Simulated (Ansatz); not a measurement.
How methods differ on PF3 (phosphorus trifluoride)

PF3 has 4 atoms, charge 0, and is taken as a singlet. SMILES: `FP(F)F`. Geometry: relaxed at PBE0-D4/def2-TZVP.

Quantity: the vertical electron affinity (to the doublet anion), in eV. The values are calculated.

The electron affinity is E(neutral) − E(anion): positive where the electron is bound.

```
        level                    kind  program  value (eV)  CPU time (all runs)
   PBE/STO-3G                     GGA   Ansatz      -11.27                 36 s
 B3LYP/STO-3G           global hybrid   Ansatz      -11.00                 47 s
 BHLYP/STO-3G           global hybrid   Ansatz           ?                 20 s
  PBE0/STO-3G           global hybrid   Ansatz           ?                 45 s
 HSE06/STO-3G  range-separated hybrid   Ansatz      -10.94                 54 s
B2PLYP/STO-3G           double hybrid   Ansatz      -11.42                 45 s
   MP2/STO-3G     perturbation theory   Ansatz      -12.22               0.98 s
   FCI/STO-3G      exact in the basis   Ansatz      -12.40                2.4 s
```

Estimate what the levels marked ? give.

As computed at these levels: BHLYP/STO-3G: -10.86 eV; PBE0/STO-3G: -10.93 eV. The values span -12.40 to -10.86 eV. All rows use very small basis sets, so even the best lies far from the true value. Negative values mean that the anion is unbound at that level; they are set by how diffuse the basis is and aren't properties of the molecule. Times are those of the runs behind each value, whatever else they computed, on shared processors of several kinds: orders of magnitude only.

The wavefunction methods place the anion higher above the neutral molecule than any of the functionals do, with MP2 at -12.22 eV lying closest to the FCI value of -12.40 eV. In a minimal basis, the only empty orbitals of PF3 are P–F antibonding combinations. The extra electron must enter one of these, which weakens the bonds and also removes part of the small space available for correlating the other electrons. The neutral molecule therefore probably gains more from explicit correlation than the anion, the reverse of the usual situation in a flexible basis.

Among the GGA and the ordinary hybrids, the value becomes less negative as the share of exact exchange grows, with BHLYP at the end of the series. B2PLYP breaks this pattern and shifts towards MP2, in keeping with its perturbative correlation term. PBE0 and HSE06 nearly coincide, so screening the long-range exchange matters little here. Distance from FCI doesn't rank the functionals, because their correlation energy isn't limited by the empty orbitals in the same way.
